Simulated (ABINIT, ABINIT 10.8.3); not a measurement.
# Lattice constants of TiB₂: PBE and LDA relaxations compared with diffraction

## The measurement

The reference is the hexagonal cell of titanium diboride in a diffraction refinement (1996, Crystallography Open Database entry 2002799), with $a = 3.0292$ Å and $c = 3.2284$ Å. The structure is of the AlB$_2$ type, with flat boron honeycombs alternating with close-packed titanium layers. The constant $a$ therefore follows the B–B bonds within the layer, and $c$ the spacing set by the Ti–B bonds. Neither sample nor temperature is given with the values. We take them to describe near-stoichiometric material at room temperature, which is plausible for a compound with a narrow homogeneity range, but this is our reading. The same cell is the starting point of our relaxations.

| compared with | measured | source's wording or label | method |
| --- | --- | --- | --- |
| a (Å) | 3.0292 | value in the starting structure, on standard axes | diffraction refinement behind the database entry |
| c (Å) | 3.2284 | value in the starting structure, on standard axes | diffraction refinement behind the database entry |

Conditions are those given with the value in the passage it was taken from; "not stated" means there, and the paper may say more elsewhere. The values are a selection: others may have been left out beforehand as unlike or outlying.

## Model and target

We want both lattice constants within 0.5 % of the diffraction values, about 0.015 Å in each direction. That is narrow enough to expose the usual underestimate of LDA, which is of the order of one per cent, and wide enough to accommodate the motion of the atoms. Our cells are static, whereas the measured one contains zero-point and probably thermal expansion, together roughly a few tenths of a per cent in a stiff boride. A sound static result should thus lie slightly below experiment.

The model is the ordered three-atom cell, nonmagnetic and metallic. All atoms sit on positions fixed by symmetry, so only $a$ and $c$ are free. We go straight to PBE with PAW datasets made for it. In compounds of the early 3d metals with light elements, PBE usually avoids the overbinding of LDA without the marked expansion it shows for heavier elements. LDA will follow as the neighbouring level, and on it we will examine the plane-wave cutoff and the k mesh.

System: TiB2 (titanium diboride), AlB2 type, hexagonal; P6/mmm (No. 191), 3 atoms in the primitive cell; the database structure is a diffraction structure: a = 3.029 Å, c = 3.228 Å; structure from the Crystallography Open Database.

## 1. PBE relaxation of the cell

PBE is the level on which we expect to rest the result, so it comes first. We expect both constants within the target, with $c$ the more sensitive of the two to the functional.

**Run 1.** ABINIT 10.8.3: PBE, JTH PAW datasets, cell and atoms relaxed from the database structure, cutoff 20 Ha, 12x12x8 k mesh, Gaussian smearing 0.1 eV.

Key lines of the input:
```
# potential files: JTH PAW datasets, made for PBE
ecut 20
pawecutdg 40
ecutsm 0.5
dilatmx 1.06
optcell 2
ionmov 2
ntime 50
tolmxf 5.0d-5
ngkpt 12 12 8
shiftk 0.0 0.0 0.0
occopt 7
tsmear 0.1 eV
nband 15
nstep 80
tolvrs 1.0d-10
pseudos "Ti.xml, B.xml"
ntypat 2
znucl 22 5
natom 3
typat 1 2 2
# ... acell, rprim, xred
```

Command:
```
OMP_NUM_THREADS=1 mpirun -n 8 abinit run.abi > run.log
```

Selected lines of the output:
```
 At Broyd/MD step   5, gradients are converged :
            acell      5.7308665898E+00  5.7308665898E+00  6.1015464016E+00 Bohr
```

Converged; 70 s on 8 cores of Intel Xeon Platinum 8259CL at 2.50GHz (Skylake/Cascade Lake), shared host.

| quantity | run 1 | measured | deviation |
| --- | --- | --- | --- |
| a (Å) | 3.0326 | 3.0292 | +0.0034 (+0.1 %) |
| c (Å) | 3.2288 | 3.2284 | +0.0004 (+0.0 %) |
| conventional cell volume (Å³) | 25.72 |  |  |
| final pressure (GPa) | −0.00270 |  |  |

PBE puts $a$ 0.0034 Å above the diffraction value and $c$ only 0.0004 Å above it, both well inside the target. The static cell does not lie slightly below experiment, as we had expected, but marginally above it. Adding the motion of the atoms would therefore widen both deviations, and the near coincidence in $c$ should not be taken as the accuracy of the functional.

## 2. LDA with cutoff and mesh tests

We now relax the cell in LDA at the same cutoff and mesh, then once with a higher cutoff and once with a denser mesh. The first run gives the scale of the functional's influence; we expect both constants to come out about one per cent short. The other two show how far the numerical settings move the cell. They test the LDA datasets strictly speaking, and for PBE they are only a guide, though a useful one, since the metal and its demands on the k mesh are much the same.

**Run 2.** ABINIT 10.8.3: LDA, JTH PAW datasets, cell and atoms relaxed from the database structure, cutoff 20 Ha, 12x12x8 k mesh, Gaussian smearing 0.1 eV.

Key lines of the input, as changed from run 1:
```diff
- # potential files: JTH PAW datasets, made for PBE
+ # potential files: JTH PAW datasets, made for LDA
```

Command:
```
OMP_NUM_THREADS=1 mpirun -n 4 abinit run.abi > run.log
```

Selected lines of the output:
```
            acell      5.6597158875E+00  5.6597158875E+00  5.9815593278E+00 Bohr
```

Converged; 60 s on 4 cores of Arm Neoverse V2, shared host.

**Run 3.** ABINIT 10.8.3: LDA, JTH PAW datasets, cell and atoms relaxed from the database structure, cutoff 26 Ha, 12x12x8 k mesh, Gaussian smearing 0.1 eV.

Key lines of the input, as changed from run 2:
```diff
- ecut 20
- pawecutdg 40
+ ecut 26
+ pawecutdg 52
```

Selected lines of the output:
```
            acell      5.6595464855E+00  5.6595464855E+00  5.9814252290E+00 Bohr
```

Converged; 2.2 min on 8 cores of Intel Xeon Platinum 8259CL at 2.50GHz (Skylake/Cascade Lake), shared host.

**Run 4.** ABINIT 10.8.3: LDA, JTH PAW datasets, cell and atoms relaxed from the database structure, cutoff 20 Ha, 15x15x12 k mesh, Gaussian smearing 0.1 eV.

Key lines of the input, as changed from run 2:
```diff
- ngkpt 12 12 8
+ ngkpt 15 15 12
```

Selected lines of the output:
```
            acell      5.6606212342E+00  5.6606212343E+00  5.9787769276E+00 Bohr
```

Converged; wall time 2.9 min.

| quantity | run 2 | run 3 | run 4 | measured |
| --- | --- | --- | --- | --- |
| a (Å) | 2.9950 | 2.9949 | 2.9955 | 3.0292 |
| c (Å) | 3.1653 | 3.1652 | 3.1638 | 3.2284 |
| conventional cell volume (Å³) | 24.59 | 24.59 | 24.59 |  |
| final pressure (GPa) | 0.00144 | 0.00079 | 0.00120 |  |

LDA misses the target in both directions. Its $a$ is 0.0342 Å short, about the one per cent we had expected, but $c$ is 0.0631 Å short, nearly two per cent. The spacing of the layers thus responds more strongly to the functional than the boron honeycomb does. An allowance of a few tenths of a per cent for atomic motion would reduce these deficits without removing them.

The numerical settings matter far less. The higher cutoff changes each constant by 0.0001 Å. The denser mesh lengthens $a$ by 0.0005 Å and shortens $c$ by 0.0015 Å, leaving the volume the same to the second decimal. If PBE responds similarly, its place within the target is safe, but its deviation of 0.0004 Å in $c$ is smaller than the mesh effect seen here and has no significance of its own.

## 3. LDA with norm-conserving potentials

Before we blame the functional for the short LDA cell, we repeat the relaxation with PseudoDojo norm-conserving potentials. The k mesh is coarser in this run, so a small difference could come from either source. We expect the deficit to persist, with changes much smaller than the deficit itself.

**Run 5.** ABINIT 10.8.3: LDA, PseudoDojo norm-conserving potentials, cell and atoms relaxed from the database structure, cutoff 42 Ha, 9x9x6 k mesh, Gaussian smearing 0.1 eV.

Key lines of the input:
```
# potential files: PseudoDojo norm-conserving potentials, made for LDA
ecut 42
ecutsm 0.5
dilatmx 1.06
optcell 2
ionmov 2
ntime 50
tolmxf 5.0d-5
ngkpt 9 9 6
shiftk 0.0 0.0 0.0
occopt 7
tsmear 0.1 eV
nband 15
nstep 80
tolvrs 1.0d-10
pseudos "Ti.upf, B.upf"
ntypat 2
znucl 22 5
natom 3
typat 1 2 2
# ... acell, rprim, xred
```

Selected lines of the output:
```
            acell      5.6595360288E+00  5.6595360289E+00  5.9684203973E+00 Bohr
```

Converged; wall time 1.8 min.

| quantity | run 5 | measured | deviation |
| --- | --- | --- | --- |
| a (Å) | 2.9949 | 3.0292 | −0.0343 (−1.1 %) |
| c (Å) | 3.1584 | 3.2284 | −0.0700 (−2.2 %) |
| conventional cell volume (Å³) | 24.53 |  |  |
| final pressure (GPa) | 0.00087 |  |  |

The deficit of LDA persists with the norm-conserving potentials. The constant $a$ agrees with the PAW result at the same functional to 0.0001 Å, while $c$ comes out about 0.007 Å shorter than in PAW with the 12×12×8 mesh. Potentials and mesh both changed, so we cannot divide this difference between them. It is about a tenth of the LDA error in $c$, which leaves the functional as the main cause of the miss.

The difference is also a more cautious measure of the technical uncertainty in $c$ than the cutoff and mesh tests gave. A shift of that size in the PBE value, in either direction, would still leave it within 0.5 % of the diffraction value.

## Collected results

| run | settings | a (Å) | deviation | c (Å) | deviation | cost |
| --- | --- | --- | --- | --- | --- | --- |
| 1 | PBE, JTH PAW datasets, cutoff 20 Ha, 12x12x8 k mesh | 3.0326 | +0.0034 (+0.1 %) | 3.2288 | +0.0004 (+0.0 %) | 9.3 core-min |
| 2 | LDA, JTH PAW datasets, cutoff 20 Ha, 12x12x8 k mesh | 2.9950 | −0.0342 (−1.1 %) | 3.1653 | −0.0631 (−2.0 %) | 4 core-min |
| 3 | LDA, JTH PAW datasets, cutoff 26 Ha, 12x12x8 k mesh | 2.9949 | −0.0343 (−1.1 %) | 3.1652 | −0.0632 (−2.0 %) | 17 core-min |
| 4 | LDA, JTH PAW datasets, cutoff 20 Ha, 15x15x12 k mesh | 2.9955 | −0.0337 (−1.1 %) | 3.1638 | −0.0646 (−2.0 %) | 23 core-min |
| 5 | LDA, PseudoDojo norm-conserving potentials, cutoff 42 Ha, 9x9x6 k mesh | 2.9949 | −0.0343 (−1.1 %) | 3.1584 | −0.0700 (−2.2 %) | 15 core-min |
|  | measured | 3.0292 |  | 3.2284 |  |  |

Further runs on the same system, made beside this series (convergence steps with loose settings among them):

| further | settings | a (Å) | deviation | c (Å) | deviation | cost |
| --- | --- | --- | --- | --- | --- | --- |
| F1 | PBEsol, JTH PAW datasets, cutoff 20 Ha, 12x12x8 k mesh, PBE datasets | 3.0193 | −0.0099 (−0.3 %) | 3.1905 | −0.0379 (−1.2 %) | 4.1 core-min |
| F2 | Wu-Cohen GGA, JTH PAW datasets, cutoff 20 Ha, 12x12x8 k mesh, PBE datasets | 3.0188 | −0.0104 (−0.3 %) | 3.1979 | −0.0305 (−0.9 %) | 12 core-min |
| F3 | PBE+D3(BJ), JTH PAW datasets, cutoff 20 Ha, 12x12x8 k mesh | 3.0046 | −0.0246 (−0.8 %) | 3.1858 | −0.0426 (−1.3 %) | 13 core-min |
| F4 | BLYP, JTH PAW datasets, cutoff 20 Ha, 12x12x8 k mesh, PBE datasets | 3.0425 | +0.0133 (+0.4 %) | 3.2982 | +0.0698 (+2.2 %) | 15 core-min |
| F5 | LDA, JTH PAW datasets, cutoff 14 Ha, 12x12x8 k mesh | 2.9963 | −0.0329 (−1.1 %) | 3.1654 | −0.0630 (−2.0 %) | 2.5 core-min |
| F6 | LDA, JTH PAW datasets, cutoff 20 Ha, 6x6x6 k mesh | 3.0015 | −0.0277 (−0.9 %) | 3.1520 | −0.0764 (−2.4 %) | 89 core-s |
|  | measured | 3.0292 |  | 3.2284 |  |  |

## Outcome

PBE meets the target in both directions: $a$ lies 0.1 % above the diffraction value and $c$ agrees to better than 0.1 %, at a cost of 9.3 core-minutes.

The closeness in $c$ overstates the accuracy of the functional. The calculated cell is static, and zero-point and thermal motion would expand it by roughly a few tenths of a per cent. PBE therefore probably makes the static cell slightly too large, which offsets the missing expansion. The size of this cancellation is not fixed here: the expansion is only a rough estimate, a vibrational calculation is not shown in this report, and sample and temperature are not given. An allowance of a few tenths of a per cent would bring $a$, already 0.1 % high, close to the upper edge of the target.

LDA is about 1 % short in $a$ and 2 % in $c$, with both kinds of potential, in line with its usual overbinding. PBEsol and Wu-Cohen reach the target in $a$ but remain about 1 % short in $c$. BLYP also meets it in $a$, but overshoots $c$ by 2.2 %. All three were run with PBE datasets, a mismatch that may contribute, most of all for BLYP. Adding D3(BJ) to PBE shortens $a$ by about 0.028 Å and $c$ by about 0.043 Å and takes both out of the target, so the correction does harm in this metallic boride.

The comparison with LDA and the mesh test were the most useful steps; raising the cutoff changed almost nothing. The 6×6×6 mesh shortens $c$ by 0.0133 Å in LDA, so the coarser mesh may account for part of the difference found with the norm-conserving potentials. These numerical checks were made in LDA, and their transfer to PBE is an inference; tests of the smearing width and of the cutoff for the norm-conserving potentials are not shown in this report. The shifts between the two finer meshes are nevertheless small beside the margin that PBE has.

[Logs are printed without paths, hosts, clocks, repeated set-up lines and the standing remarks that a program may print on its own settings, such as how far it seeks lower states.]

[The runs shown are a pick from a larger set of finished runs; failed, doubtful and other runs were left out of it ahead of writing. So were measured values far from every level or from commonly accepted values, and agreement can look better than it is. Lines of input and output are excerpts and may be shortened.]
